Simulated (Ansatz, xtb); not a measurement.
Two isomers of C3H3BFNS

We compare a, `Bc1cnc(F)s1`, a singlet, with b, `Bc1nc(F)cs1`, a singlet. Both are isolated molecules in the gas phase, relaxed with B3LYP/def2-SVP; the shapes shown needn't be the lowest conformers.

a (Å):

```xyz
10

C    -2.1333    0.0659   -1.9052
C    -1.9647    0.5785   -3.1868
C    -0.2896    1.6125   -2.2870
B    -3.1940   -0.9056   -1.4120
F     0.7585    2.3984   -2.1906
N    -0.9355    1.4408   -3.3965
S    -0.8614    0.7537   -0.8948
H    -4.0118   -1.3059   -2.2030
H    -3.2296   -1.2744   -0.2654
H    -2.6215    0.3161   -4.0198
```

b (Å):

```yaml
atoms:
  - { symbol: C, position_ang: [-2.2841, 0.3059, -1.6796] }
  - { symbol: C, position_ang: [-0.8088, 1.1621, -3.0670] }
  - { symbol: C, position_ang: [-0.8357, -0.1071, -3.6237] }
  - { symbol: B, position_ang: [-3.2901, 0.1633, -0.5289] }
  - { symbol: F, position_ang: [-0.0468, 2.1388, -3.5351] }
  - { symbol: N, position_ang: [-1.5935, 1.3878, -2.0130] }
  - { symbol: S, position_ang: [-1.9348, -1.0652, -2.7386] }
  - { symbol: H, position_ang: [-3.8410, -0.8942, -0.3530] }
  - { symbol: H, position_ang: [-3.5140, 1.1075, 0.1801] }
  - { symbol: H, position_ang: [-0.2665, -0.4660, -4.4790] }
```

Problem. Estimate E(b) − E(a) at the level CCSD(T)/def2-SVP + ΔMP2/def2-TZVPP.

Solution. Calculated at CCSD(T)/def2-SVP + ΔMP2/def2-TZVPP: E(b) − E(a) = +2.6 kcal/mol, so structure a lies lower.

Level by level:

```csv
level,geometry,E(b) − E(a) (kcal/mol),departure from the last row (kcal/mol),"job, with rough time for the two"
GFN2-xTB,GFN2-xTB,+0.9,−1.6,"optimisation, 0.14 s"
HF/STO-3G,GFN2-xTB,+7.6,+5.0,"single point, 0.38 s"
r2SCAN-D4/def2-SVP,GFN2-xTB,+3.1,+0.5,"single point, 3 s"
B3LYP/def2-SVP,B3LYP/def2-SVP,+2.9,+0.3,"optimisation, 28 s"
HF/def2-SVP,B3LYP/def2-SVP,+6.1,+3.5,part of the CCSD(T) run
MP2/def2-SVP,B3LYP/def2-SVP,+1.9,−0.7,part of the CCSD(T) run
CCSD(T)/def2-SVP,B3LYP/def2-SVP,+3.3,+0.7,single point
CCSD(T)/def2-SVP + ΔMP2/def2-TZVPP,B3LYP/def2-SVP,+2.6,,"single point, 49 s"
```

As drawn, both hold the same kinds of bond in the same numbers.

None of the levels shown reverses the order. The largest departure from CCSD(T)/def2-SVP + ΔMP2/def2-TZVPP is that of HF/STO-3G, 5.0 kcal/mol. The last row adds to CCSD(T) the change of the MP2 difference between the two basis sets, here −0.7 kcal/mol.

With thermal terms from frequencies at re-optimised GFN2-xTB minima (ideal gas, soft modes damped towards free rotors, one conformer each, 298.15 K, 1 atm): on the last row, ΔE + ΔZPE = +2.3, ΔH = +2.3, ΔG = +2.2 kcal/mol.

The correlated steps freeze 11 core orbitals. Codes used: Ansatz 0.2.0, xtb 6.7.1; the last row on 2 threads of Intel(R) Xeon(R) 6975P-C (Granite Rapids) on a shared host.

The 5-boryl-2-fluoro isomer, a, is modestly favoured, and thermal terms barely alter the gap. Since the bond types match, the preference must come from where the substituents sit on the thiazole ring. C5 is the ring's more electron-rich carbon and can feed π density into boron's empty p orbital, whereas C2, between nitrogen and sulfur, is a poorer donor. In a, fluorine on C2 can also push density through the C=N–C=C path to the boron-bearing carbon; in b, no such direct path links the two groups. The slightly shorter C–B and C–F bonds in a fit this picture, which remains an inference.

Electron correlation favours b: in the same basis, Hartree–Fock gives +6.1 kcal/mol and CCSD(T) +3.3, while MP2 overshoots the correction at +1.9. The sign is therefore better supported than the exact size of the gap. Because boryl and fluorine both change position between the isomers, the energy difference can't be divided into a separate site preference for each.
